# Solution key: choosing the local basis for a $d^1$ ion (Mo$^{5+}$ in Ba$_2$YMoO$_6$)

**Model and conventions.** One $d$ electron sits in an octahedral field,
$$H=\zeta\,\mathbf L\cdot\mathbf S+\Delta P_e,\qquad H_Z=\mu_B B M_z,\qquad M_z=kL_z+2S_z ,$$
with $\hbar=1$, $z$ along a cube axis, $t_{2g}$ at zero energy, $P_e$ the projector on $e_g$, and $x=\zeta/\Delta$. One $\zeta$ and one orbital reduction factor $k$ serve for all matrix elements. Assumed inputs, of a size typical for Mo$^{5+}$ ($4d^1$) in an oxide: $\zeta=0.10$ eV, $\Delta=4.0$ eV, $k=0.8$, and an intersite exchange scale $J=5$ meV. Hence $x=0.025$. All results are the model's.

Three treatments of the local space, of dimension $d$, are compared.

- **A**: bare projection on $t_{2g}$ (T-P equivalence), $d=6$.
- **B$_d$**: diagonalise the ion once at $B=0$, keep its lowest $d=4$ or $6$ eigenstates, and project all operators on them.
- **F**: the full shell, $d=10$, exact for the model.

## Part 1. T-P equivalence and the $j_{\rm eff}$ states

In the eigenstates $|m\rangle$ of $L_z$, $t_{2g}$ is spanned by $|{\pm1}\rangle$ (the combinations $yz\pm i\,zx$ up to phases) and $|a\rangle=(|2\rangle-|{-2}\rangle)/\sqrt2\propto xy$. The $e_g$ states are $|0\rangle$ and $|e\rangle=(|2\rangle+|{-2}\rangle)/\sqrt2$. From $L_+|1\rangle=2|2\rangle$, $L_+|{-2}\rangle=2|{-1}\rangle$ and $L_+|{-1}\rangle=\sqrt6|0\rangle$, the projector $P$ on $t_{2g}$ gives
$$PL_+|1\rangle=\sqrt2|a\rangle,\qquad PL_+|a\rangle=-\sqrt2|{-1}\rangle,\qquad PL_+|{-1}\rangle=0 .$$
The projected $L_+$ lowers $L_z$. Define $\mathbf l=-P\mathbf LP$. In the basis $|{-1}\rangle,\ |a\rangle,\ -|1\rangle$ one has $l_z=\mathrm{diag}(1,0,-1)$, and $l_+$ has $\sqrt2$ on the upper off-diagonal. These are the matrices of $l=1$.

Then $PHP=-\zeta\,\mathbf l\cdot\mathbf S$. With $\mathbf j=\mathbf l+\mathbf S$, $\mathbf l\cdot\mathbf S=[j(j+1)-11/4]/2$ equals $+1/2$ for $j=3/2$ and $-1$ for $j=1/2$. The quartet lies at $-\zeta/2$, the doublet at $+\zeta$, and the splitting is $3\zeta/2$. For $d^1$ the quartet is the ground level. The $j_z=+1/2$ states are
$$|d\rangle=\frac{|a\uparrow\rangle-\sqrt2\,|{-1}\downarrow\rangle}{\sqrt3}\ \ (j=\tfrac12),\qquad |q\rangle=\frac{\sqrt2\,|a\uparrow\rangle+|{-1}\downarrow\rangle}{\sqrt3}\ \ (j=\tfrac32).$$
The doublet has weight $1/3$ on $xy$ and $2/3$ on $|{-1}\rangle$, which $yz$ and $zx$ share equally, so the three weights are equal.

Within a multiplet $\mathbf l\to\alpha\mathbf j$ and $\mathbf S\to(1-\alpha)\mathbf j$, with $\alpha=[j(j+1)+5/4]/[2j(j+1)]$, which is $4/3$ for $j=1/2$ and $2/3$ for $j=3/2$. Since $PM_zP=-kl_z+2S_z$, the factor in $M_z=gj_z$ is $g=-k\alpha+2(1-\alpha)$:
$$g_{1/2}=-\frac{2+4k}{3},\qquad g_{3/2}=\frac{2(1-k)}{3}.$$
These are $-2$ and $0$ at $k=1$, and $-1.733$ and $0.133$ at $k=0.8$. The sign refers to $\mathbf j$ as defined here.

## Part 2. Exact solution

$H$ and $M_z$ conserve $m_L+m_S$ modulo 4. Up to time reversal there are two blocks. Block I holds $|1\downarrow\rangle$ (the quartet state $j_z=-3/2$) and $|0\uparrow\rangle$. Block II holds $|q\rangle,|d\rangle,|e\uparrow\rangle$. The matrix elements are $\langle0\uparrow|\mathbf L\cdot\mathbf S|1\downarrow\rangle=\langle e\uparrow|\mathbf L\cdot\mathbf S|q\rangle=\sqrt{3/2}$ and $\langle e\uparrow|\mathbf L\cdot\mathbf S|d\rangle=0$, and $\mathbf L\cdot\mathbf S$ vanishes inside $e_g$. The doublet therefore stays at $E_d=\zeta$ exactly. Each quartet state $t$ mixes with one $e_g$ state $\epsilon$ through
$$\begin{pmatrix}-\zeta/2&\sqrt{3/2}\,\zeta\\ \sqrt{3/2}\,\zeta&\Delta\end{pmatrix},\qquad E_{g,u}=\frac{\Delta-\zeta/2}{2}\mp\sqrt{\frac{(\Delta+\zeta/2)^2}{4}+\frac{3\zeta^2}{2}} .$$
The eigenvectors are $|g\rangle=c|t\rangle-s|\epsilon\rangle$ and $|u\rangle=s|t\rangle+c|\epsilon\rangle$, with $c=\cos\theta$, $s=\sin\theta$, $\tan2\theta=\sqrt6x/(1+x/2)$, and $E_g=-\zeta/2-\sqrt{3/2}\,\zeta\tan\theta$. For the inputs $\theta=0.03020$ and $E_g=-0.05370$ eV. The gaps are $D_d=E_d-E_g=0.15370$ eV and $D_u=E_u-E_g=4.0574$ eV.

In block I, $M_z=\mathrm{diag}(k-1,\,1)$. In block II, using $\langle a|L_z|e\rangle=2$,
$$M_{qq}=\tfrac{1-k}{3},\quad M_{qd}=\tfrac{\sqrt2(2+k)}{3},\quad M_{qe}=2k\sqrt{\tfrac23},\quad M_{de}=\tfrac{2k}{\sqrt3},\quad M_{ee}=1 .$$
The ground quartet has moments $\pm m_1,\pm m_2$:
$$m_1=-(1-k)c^2+s^2,\qquad m_2=\tfrac{1-k}{3}c^2+s^2-4k\sqrt{\tfrac23}\,sc .$$
As a test, $\Delta=0$ and $k=1$ give $c^2=3/5$, $m_1=0.4$, $m_2=-1.2$, the free-ion $j=3/2$ values $\tfrac45m_j$ for $m_j=1/2$ and $-3/2$. For the inputs $m_1=-0.1989$ and $m_2=-0.0114$. The ratio $m_1/m_2=-3$ required by a single $g_{3/2}$ is lost.

For $k_BT\ll D_d$ only the quartet is occupied ($D_d/k_BT=35.7$ at 50 K). Second-order perturbation theory in $B$, averaged over the four states, gives the susceptibility per ion, isotropic in cubic symmetry:
$$\frac{\chi}{\mu_B^2}=\frac{C}{k_BT}+\chi_d+\chi_u,\qquad C=\frac{m_1^2+m_2^2}{2},\qquad \chi_d=\frac{M_{gd}^2}{D_d},\qquad \chi_u=\frac{M_{\rm I}^2+M_{\rm II}^2}{D_u}.$$
Each state contributes $2M^2/D$ with weight $1/4$, and each block occurs twice, so the prefactor is 1. The elements are
$$M_{gd}=cM_{qd}-sM_{de},\qquad M_{\rm I}=-(2-k)sc,\qquad M_{\rm II}=(M_{qq}-1)sc+(c^2-s^2)M_{qe}.$$
Numerically $M_{gd}=1.2914$, $M_{\rm I}=-0.0362$, $M_{\rm II}=1.2758$, so $C=0.01985$, $\chi_d=10.85$ eV$^{-1}$ and $\chi_u=0.40$ eV$^{-1}$. The Van Vleck sum is $\chi_{VV}=\chi_d+\chi_u=11.25$ eV$^{-1}$. With $N_A\mu_B^2/\mathrm{eV}=3.233\times10^{-5}$ emu/mol this is $3.64\times10^{-4}$ emu/mol.

## Part 3. How the error falls

**Method A** sets $\theta=0$ and drops $\chi_u$: $D_d^A=3\zeta/2$, $C^A=5(1-k)^2/9$, $\chi_{VV}^A=4(2+k)^2/(27\zeta)$. Expand the exact result with $\theta=\sqrt{3/2}\,x+O(x^2)$.

1. Splitting: $D_d=\tfrac32\zeta(1+x+\dots)$. The relative error of A is $-x$, here $-2.5\,\%$ at leading order.
2. Van Vleck term: $M_{gd}^2$ changes by the fraction $-2\theta M_{de}/M_{qd}=-6kx/(2+k)$ and $1/D_d$ by $-x$, while $\chi_u\simeq 8k^2/(3\Delta)$ adds the fraction $18k^2x/(2+k)^2$. The relative error of A is $[1+6k/(2+k)-18k^2/(2+k)^2]\,x=1.245x$, or $3.1\,\%$. Two omissions of opposite sign partly cancel.
3. Curie term: $m_2\simeq(1-k)/3-4kx$, while $m_1$ has no linear term. The correction $4kx=0.080$ exceeds the bare value $(1-k)/3=0.067$, so the small parameter for $m_2$ is $12kx/(1-k)$ and not $x$. Keeping the linear term inside the square gives $C\simeq0.0201$. At $k=1$, $C^A=0$ while $C\simeq8x^2$, so the relative error in $C$ is $-100\,\%$ for every $x>0$.

**Method B$_6$** has $D_d$, $C$ and $\chi_d$ exact and loses $\chi_u$. Its relative error in $\chi_{VV}$ is $-18k^2x/(2+k)^2$, or $-3.7\,\%$ at leading order, linear in $x$.

**Method B$_4$** has $C$ exact and loses all of $\chi_{VV}$. Its relative error in $\chi$ is $-\chi_{VV}/(C/k_BT+\chi_{VV})$. This does not vanish as $x\to0$ and falls only as $T\to0$, linearly in $k_BT/\zeta$. It is below a tolerance $\epsilon$ for $k_BT<\epsilon C/[(1-\epsilon)\chi_{VV}]$, which is 2.3 K for $\epsilon=0.1$.

## Part 4. How work and memory grow

A single ion is cheap in any basis. The basis matters in a cluster of $N$ ions with one electron each, treated by Lanczos iteration.

- **Memory.** A state has $d^N$ amplitudes, and the recursion holds three vectors: $3d^N$.
- **Work.** A bond term is a $d^2\times d^2$ matrix applied to $d^{N-2}$ slices of the vector: $d^4d^{N-2}=d^{N+2}$ multiply-adds per bond and application, if the matrix is treated as dense. Sparsity lowers the factor $d^2$ but not $d^N$.
- **Setup.** A selects rows and columns at no arithmetic cost, and F needs none. B transforms the four indices of the $10^4$ bond elements one at a time: $S_d=10^4d+10^3d^2+10^2d^3+10d^4$, so $S_4=64960$ and $S_6=130560$ per bond. The single $10\times10$ diagonalisation, a constant times $10^3$ operations and shared by all bonds, is left out.

For $n$ applications the work per bond is $W=nd^{N+2}+S_d$, and $n=100$ is used for all methods. This choice favours F. A Chebyshev filter of degree $n$ amplifies the lowest level over the rest by $\cosh[n\,\mathrm{arcosh}(1+2\gamma)]\sim e^{2n\sqrt\gamma}$, with $\gamma$ the ratio of gap to spectral width, so the Chebyshev bound on $n$ grows as the square root of the width. The widths are about $ND_u$ for F and $ND_d$ for $d=6$, a further factor $\sqrt{D_u/D_d}=5.1$ in that bound.

## Part 5. Tables

Accuracy is computed at $J=0$, where the cluster factorises and Part 2 is exact per ion for any $N$. Cost is what the general solver pays. Susceptibilities are in $\mu_B^2/$eV, and relative errors in per cent stand in brackets.

| | $D_d$ (eV) | $C$ | $\chi_{VV}$ | $\chi$(5 K) | $\chi$(50 K) |
|---|---|---|---|---|---|
| B$_4$ | absent | 0.01985 (0) | 0 ($-100$) | 46.06 ($-19.6$) | 4.61 ($-71.0$) |
| A | 0.15000 ($-2.4$) | 0.02222 ($+12.0$) | 11.61 ($+3.2$) | 63.19 ($+10.3$) | 16.77 ($+5.8$) |
| B$_6$ | 0.15370 (0) | 0.01985 (0) | 10.85 ($-3.6$) | 56.91 ($-0.70$) | 15.46 ($-2.5$) |
| F | 0.15370 | 0.01985 | 11.25 | 57.31 | 15.86 |

The errors $-2.4$, $+3.2$ and $-3.6$ follow the leading-order estimates of Part 3. On $\chi_{VV}$ alone A is slightly closer than B$_6$, through the cancellation noted there.

| $N=8$ | memory $3d^8$ | $d^{10}$ | work relative to A | setup share of $W$ | largest $N$ with $d^N\le2\times10^9$ |
|---|---|---|---|---|---|
| B$_4$ | $1.97\times10^5$ | $1.05\times10^6$ | 0.017 | $6.2\times10^{-4}$ | 15 |
| A | $5.04\times10^6$ | $6.05\times10^7$ | 1 | 0 | 11 |
| B$_6$ | $5.04\times10^6$ | $6.05\times10^7$ | 1.00 | $2.2\times10^{-5}$ | 11 |
| F | $3\times10^8$ | $10^{10}$ | 165 | 0 | 9 |

In general F costs $(5/3)^{N+2}$ times A and B$_4$, apart from setup, $(2/3)^{N+2}$ times A.

## Part 6. Choices

**Cheapest for a stated accuracy, $N=8$.**

1. $\chi$(5 K) within 25 %: B$_4$, at 0.017 of the work of A.
2. $\chi$(5 K) within 1 %: B$_6$. A fails with $+10.3\,\%$.
3. $\chi$(50 K) within 6 %: A and B$_6$ both pass at the same cost to $2.2\times10^{-5}$. Take B$_6$, whose error is less than half that of A.
4. $\chi$(50 K) within 1 %: only F, at 165 times the work.
5. Splitting within 3 %: the closed form $3\zeta/2$ of A, which needs no cluster.

For small clusters the setup counts. At $N=2$, $W$ is 129600 for A, 260160 for B$_6$ and $10^6$ for F. A then meets the 6 % target at 50 K for a factor 2.0 less work than B$_6$ and 7.7 less than F. B$_4$ costs 90560 and misses that target.

**Best inside a budget, $N=8$.**

1. $10^7$ multiply-adds per bond and application, or $10^6$ stored amplitudes: only B$_4$ fits. It is good to 10 % only below 2.3 K.
2. $10^8$ multiply-adds, or $10^7$ amplitudes: B$_6$, with errors $-0.70\,\%$ and $-2.5\,\%$ in $\chi$.
3. $10^{10}$ multiply-adds and $3\times10^8$ amplitudes: F.

With $2\times10^9$ amplitudes per vector one may instead trade basis for size, 15, 11 or 9 sites. The $J=0$ model has no finite-size error and cannot decide that trade.

The T-P equivalence thus identifies the subspace worth keeping and gives the splitting to relative order $x$. For the magnetism of the quartet its bare operators should be replaced by dressed ones, because the bare moment is a near-cancellation of size $1-k$ that competes with $4kx$.

## Part 7. Neglected terms and the material

At $J\ne0$ a truncated basis also misses virtual excitations of energy $J^2/D$. Relative to $J$ these are of order $J/D_d=3\,\%$ for B$_4$ and $J/D_u=0.1\,\%$ for B$_6$, so the order of the B methods is kept. Two terms rival the Curie part of $\chi$ itself. The assumed $J=5$ meV exceeds $k_BT=4.3$ meV at 50 K. A tetragonal field that shifts $xy$ by $\delta$ splits the quartet by $2\delta/3$, the $xy$ weight of $|q\rangle$, and this equals $k_BT$ at 50 K for $\delta=6.5$ meV. The susceptibilities in Part 5 therefore grade local bases and do not predict the low-temperature response of the crystal.

The model's low-temperature Curie moment is $\sqrt{3C}\,\mu_B=0.24\,\mu_B$. At 300 K, where the doublet population is 0.13 % and can be dropped, its apparent moment is $\sqrt{3k_BT\chi}=0.97\,\mu_B$, mostly from the Van Vleck term. Curie-Weiss fits for Ba$_2$YMoO$_6$ typically give about 1.4 to 1.7 $\mu_B$, so even the larger model value is low by about a third or more. Stronger quenching of the orbital moment by covalency and Jahn-Teller coupling, which the static cubic model with $k=0.8$ lacks, would raise it.